## The question

Squeeze a crystal of PtSe₂ through seven equally spaced volumes, and its energy climbs. Six of the energies are open below, and the one at 19.45 Å³/atom is covered. How closely can the others fix it, and what has to be assumed about how the crystal stiffens?

All-electron FP-LAPW calculations with SIRIUS 7.12.0 for PtSe₂ (P-3m1, 3 atoms per cell), using the PBE functional without dispersion correction, spin polarisation or spin–orbit coupling. The k mesh is 8×8×5, with Fermi–Dirac smearing of 0.05 eV. Cell shape and fractional positions are fixed, and energies are counted from the fitted minimum.

| volume (Å³/atom) | energy (meV/atom) |
| --- | --- |
| 19.05 | 118.35 |
| 19.45 | ? |
| 19.86 | 47.86 |
| 20.27 | 25.60 |
| 20.67 | 10.76 |
| 21.08 | 2.45 |
| 21.48 | 0.01 |

Volume and energy are per atom, and energy is counted from the fitted minimum of the curve. The steps are 2 % of the given cell, the row at 20.27 Å³/atom; the printed volumes are rounded.

## Why squeezing gets harder

At the minimum, the attraction that binds the atoms balances the repulsion between their electron clouds. Much of this repulsion comes from the exclusion principle, and it grows steeply as the clouds overlap. Each further step inwards should therefore cost more extra force than the last.

A diatomic molecule such as N₂ behaves in the same way. Near its equilibrium length it acts as a spring, but pushed inwards it becomes a stiffer one. The comparison ends where the crystal has more than one kind of distance: strong Pt–Se bonds within layers and more weakly bound gaps between them. In this calculation the cell keeps its shape and the atoms keep their fractional positions, so both shrink in proportion, the bonds from 2.54 to 2.44 Å across the table.

The known rows show the stiffening directly. The local modulus, $B = V\,d^2E/dV^2$, measures resistance to a small further change of volume. Three neighbouring energies at a time give 121 GPa at 21.08 Å³/atom and 147 GPa at 20.27. A single spring constant would miss this rise of about a fifth.

## From stiffening to a number

A straight line between the two neighbours of the covered row gives 83.1 meV/atom at its midpoint. The true curve sags below that line, by half the local second difference (left energy plus right energy minus twice the middle one). Towards smaller volume, the known second differences run 5.87, 6.53 and 7.42 meV/atom. If the last rise, 0.89, repeats for two more steps, the estimate is

$$E \approx 83.1 - \tfrac12\,(7.42 + 2\times0.89) = 78.5\ \text{meV/atom}.$$

The Birch–Murnaghan equation does this more carefully. It expands the energy in a strain that grows faster as distances shorten:

$$E = c_0 + c_1u + c_2u^2 + c_3u^3,\qquad u = (V_g/V)^{2/3} - 1,$$

where $V_g$ is the volume of the given cell. Even the quadratic part stiffens under pressure, by 4 GPa of modulus per GPa at the minimum. The cubic term, which makes the form third-order, lets the data choose that slope.

## The forecast

The third-order form, fitted to the six known rows, gives 78.4 meV/atom, with a range of ±0.2. The range is a judgement that allows for rounding, terms beyond the third order and small changes of the basis set between volumes. Fitted to the same rows, a parabola in volume gives 79.7, which should be too high: its curvature cannot grow, so it sags too little between the two neighbours at the compressed end. The second-order form, without the cubic term, gives 78.7, just above the range, so this row should tell the two Birch–Murnaghan forms apart.

The withheld rows as computed:

| volume (Å³/atom) | energy (meV/atom) |
| --- | --- |
| 19.45 | 78.40 |

## Hits and misses

The third-order forecast is 0.02 meV/atom too high, well inside its range. The parabola is 1.3 too high, as foreseen. Its curvature is an average over the table, so between the two neighbours it sags by only $9332\times0.02^2 \approx 3.7$ meV/atom, where the computed curve sags by $83.1 - 78.4 = 4.7$. This accounts for about 1 meV/atom of the miss; the rest arises because the parabola doesn't pass through the two neighbours either.

The second-order form misses by 0.27 meV/atom, more than ten times the third-order miss, so the row does separate the two. The fitted slope explains why: the modulus rises by about 5.2 GPa per GPa, and the second-order form allows only 4. The output below gives the three fits in full.

## What the curve can be used for

The covered row had neighbours on both sides, which made it a favourable case. The minimum, at 21.46 Å³/atom, lies almost at the end of the scan. Its modulus of 109 GPa and the slope therefore rest on compressed cells, and extending the curve to larger volumes would be far less safe.

The 109 GPa is the stiffness of a crystal whose shape is held fixed. Under uniform pressure, a real layered crystal can close its soft gaps first and spare its bonds, so it should yield more easily. Putting this modulus into a pressure estimate would probably make the material look too stiff.

In this calculation the given cell is under about 7 GPa of pressure, and the energy minimum lies at a volume about 6 % larger. The functional, PBE, lacks the dispersion attraction that helps to hold layers together, and this probably accounts for part of the expansion. PBE also tends to lengthen bonds, and a curve at fixed shape cannot divide the expansion between the two. Spin–orbit coupling is left out as well, although platinum is a heavy element, and its effect on the volume and modulus is not tested here.

Numerical output:

```
fit of energy on 6 rows: constant 25.75 +/- 0.64, coefficient of x - 1 -976.2 +/- 11, coefficient of (x - 1)**2 9332 +/- 291; rms 0.755, worst 19.86 1.15, leave-one-out rms 3.41
  rows outside the fit (model, value, miss): 19.45 79.73, 78.4, 1.33
fit of energy on 6 rows: constant 25.62 +/- 0.12, coefficient of u 1396 +/- 3, coefficient of u**2 19095 +/- 118; rms 0.137, worst 19.86 0.204, leave-one-out rms 0.665
  rows outside the fit (model, value, miss): 19.45 78.67, 78.4, 0.271
fit of energy on 6 rows: constant 25.61 +/- 0.0071, coefficient of u 1381 +/- 0.56, coefficient of u**2 19033 +/- 7.4, coefficient of u**3 11261 +/- 392; rms 0.00672, worst 20.67 -0.0117, leave-one-out rms 0.019
  rows outside the fit (model, value, miss): 19.45 78.42, 78.4, 0.0227
Local modulus at 21.08 A^3/atom, from three neighbouring energies (GPa): 120.7
Local modulus at 20.67 A^3/atom (GPa): 131.6
Local modulus at 20.27 A^3/atom (GPa): 146.7
Rise of local modulus from 21.08 to 20.27 A^3/atom (percent): 21.54
Pressure at the given cell, from its two neighbours (GPa): 7.333
Straight-line estimate at 19.45 from its two neighbours (meV/atom): 83.1
Third-order forecast at 19.45 (meV/atom): 78.42
Lower end of the forecast range (meV/atom): 78.22
Upper end of the forecast range (meV/atom): 78.62
Straight-line estimate less third-order forecast (meV/atom): 4.682
Parabola less third-order forecast at 19.45 (meV/atom): 1.305
Second-order less third-order forecast at 19.45 (meV/atom): 0.2483
Minimum volume from the six known rows (A^3/atom): 21.46
Modulus at that minimum from the six known rows (GPa): 109.2
Modulus slope from the six known rows (no unit): 5.22
Pt-Se bond at the smallest volume, scaled from 2.495 A (A): 2.444
Pt-Se bond at the largest volume, scaled from 2.495 A (A): 2.544
```
